**Why is boron negative and oxygen almost neutral in acetone–borane?**

I have Hirshfeld charges for the complex in which acetone binds to BH3 through its oxygen, (CH3)2C=O→BH3. Row 1 is boron, row 2 the oxygen and row 3 the carbonyl carbon. Rows 4 and 5 are the methyl carbons, rows 6–8 and 9–11 their hydrogens, and rows 12–14 the hydrogens on boron.

Hirshfeld charges in the acetone–borane complex (C3H9BO), computed with PySCF 2.14.0 at the wB97X/def2-SVP level as a gas-phase single point on the GFN2-xTB geometry. The complex is neutral and in a singlet state.

```tsv
row	hirshfeld charge (e)	computed element
1	-0.097	B
2	-0.019	O
3	0.251	C
4	-0.110	C
5	-0.106	C
6	0.068	H
7	0.068	H
8	0.062	H
9	0.075	H
10	0.075	H
11	0.058	H
12	-0.109	H
13	-0.108	H
14	-0.108	H
```

I expected electronegativity to sort this out: oxygen clearly negative, boron clearly positive. Instead oxygen is the atom closest to neutral, and boron is as negative as a methyl carbon. The formal charges that we draw, O⁺ and B⁻, don't help with oxygen either. What decides where the charge goes?

**Answer**

Three sizes are worth remembering. By Hirshfeld's way of sharing out the density, about 0.4 of an electron has moved from acetone to BH3. It leaves each of the four BH3 atoms with roughly −0.1 e, and the carbonyl carbon carries about +0.25 e. The oxygen ends close to zero because it was negative in free acetone and has lost most of that surplus. It gave density to boron and got only part of it back from the rest of acetone.

**Where electronegativity works, and where it stops**

Your expectation can be turned into a small rule. For each atom, take every bonded neighbour, subtract the atom's own electronegativity from the neighbour's, and add up the differences. A positive sum means that the neighbours pull electrons away, so the atom should be positive. Rough recalled electronegativities are enough: H 2.2, B 2.0, C 2.6 and O 3.4.

Boron has one oxygen and three hydrogens as neighbours, and oxygen has boron and carbon:

$$\text{B: } (3.4-2.0)+3\,(2.2-2.0)=+2.0$$

$$\text{O: } (2.0-3.4)+(2.6-3.4)=-2.2$$

These are the strongest pulls in the molecule, in opposite directions. Boron should be the most positive atom and oxygen the most negative.

Nothing in the rule is fitted, and it gets the sign right for 13 of the 14 atoms. That sounds better than it is, since many of the atoms are near copies of one another. There are only six kinds, and five of them come out right. Boron has the wrong sign. Oxygen has the right one, but six atoms are more negative than it is.

The two misfits are the two ends of the same bond, and that is the clue. The rule assumes that each partner brings one electron to a bond, and that the more electronegative partner then keeps more than its half. In the B–O bond here, oxygen brings both electrons and boron offers an empty orbital. Even if oxygen keeps most of the pair, any share that boron gets is a gain for boron and a loss for oxygen.

**How much has crossed the bond**

Single atoms can't tell you how much was transferred, because the atoms of free acetone and free BH3 are already charged. The sum over each molecule can, since each is neutral on its own. The BH3 atoms add up to −0.422 e, so acetone has lost the same amount. This value belongs to the Hirshfeld scheme, which can count part of oxygen's lone pair as boron's simply because the two atoms overlap. It also depends on the B–O distance, which comes from a cheaper tight-binding method.

The overall polarity can be checked without trusting any single atom. Placed at the nuclei, the charges give a dipole moment of 6.4 debye, against 6.7 debye from the full electron density. The two directions differ by about 4 degrees. The charges therefore describe the large-scale polarity well, although a dipole cannot settle how charge is divided between neighbouring atoms.

**Why oxygen ends up almost neutral**

In free acetone, oxygen is the negative end of the C=O bond. When it donates a lone pair to boron it becomes poorer in electrons and pulls harder on what remains within reach. The most easily shifted density nearby is the C=O π pair, so this moves towards oxygen and makes good part of the loss. If all of it were made good, oxygen would still be as negative as in free acetone. Its near-zero charge is therefore the mark of a net loss and doesn't mean that little happened there. How large that loss is can't be read from this table, which has no free acetone to compare with.

The refill is paid for by the carbonyl carbon and, through it, by the methyl groups. In resonance language, the form C⁺–O–B⁻ gains weight beside C=O⁺–B⁻. It doesn't take over, because the calculated C–O bond order is still about 1.8, close to a double bond. The π pair has been pulled towards oxygen, but the π bond has not been broken.

This relay is standard bonding theory. The charges agree with it, but they show only its end point and do not follow each step.

**Why the carbonyl carbon stands out from the methyl carbons**

The carbonyl carbon is 0.36 e more positive than the average methyl carbon. One reason is its bond to oxygen. The other is that it has no hydrogens of its own to draw on, whereas each methyl carbon has three.

The methyl group far from BH3 shows how this works. Its hydrogens are short of 0.198 e in total. The carbon holds 0.110 e of that, and the remaining 0.088 e has left the group towards the carbonyl. A methyl carbon can therefore be negative while its group as a whole is positive.

Together the two methyl groups carry 45 percent of acetone's positive charge. Part of that would be there in free acetone too, since a carbonyl group draws density from the methyl groups attached to it. The figure tells you where the positive charge sits in the complex. It does not measure how far the effect of BH3 reaches along the chain.

**Why the hydrogens on boron are negative**

About three quarters of the negative charge of BH3 sits on its three hydrogens. Hydrogen is slightly more electronegative than boron, so these atoms lean towards hydride even before acetone arrives. Once boron has received density from oxygen, it holds its bonding electrons less tightly, and the B–H bonds can tilt further towards hydrogen.

Boron itself should start out positive in free BH3. Its final −0.097 e would then understate what it received, because part of the gain went into cancelling that positive charge.

Don't read the negative sign as a lone pair on boron. Hirshfeld charges share out the density in proportion to neutral free atoms and tend to be small. A scheme that draws boundaries through the density minima between atoms normally makes such a boron strongly positive and the oxygen strongly negative. In this calculation the minimum along the B–O bond lies only about a third of the way from boron to oxygen, so most of the shared pair would be counted as oxygen's. The electrons that are easiest to remove lie by the hydrogens on boron, where the local ionisation energy on the molecular surface is lowest.

**The small differences among the methyl hydrogens**

In each methyl group, two hydrogens lie above and below the plane of the carbonyl group and one lies in it. The out-of-plane pair is the more positive in both groups, by 0.006 e in the far methyl and by 0.017 e in the one beside BH3. Out-of-plane C–H bonds can lend density to the empty π* orbital of the carbonyl group, and in-plane bonds can't, which fits the order.

The larger gap beside BH3 may come from the negative hydrogens on boron, about 2.3 Å away, which would push electrons off the methyl hydrogens facing them. That is a guess, because the two methyl groups are also rotated differently.

**What this means for the chemistry, and for similar complexes**

The pattern is that of a ketone made ready for reduction. The most positive regions of the molecular surface lie above and below the carbonyl carbon, and the most negative ones lie by the hydrogens on boron. Moving one of those hydrogens to that carbon gives isopropoxyborane, the more stable isomer.

For another donor–acceptor complex, begin with the direction of the donated pair. It usually sets the sign of each molecule's total charge, unless the acceptor gives much density back through other orbitals. Then ask what charge the donor atom had at the start, and from which neighbours it can refill. In ammonia–borane, nitrogen has no carbonyl carbon to draw on, only its own hydrogens. They were positive already and should become more so, while the hydrogens on boron are negative, as they are here. That is why the compound is described as having acidic hydrogens on nitrogen and hydridic ones on boron.
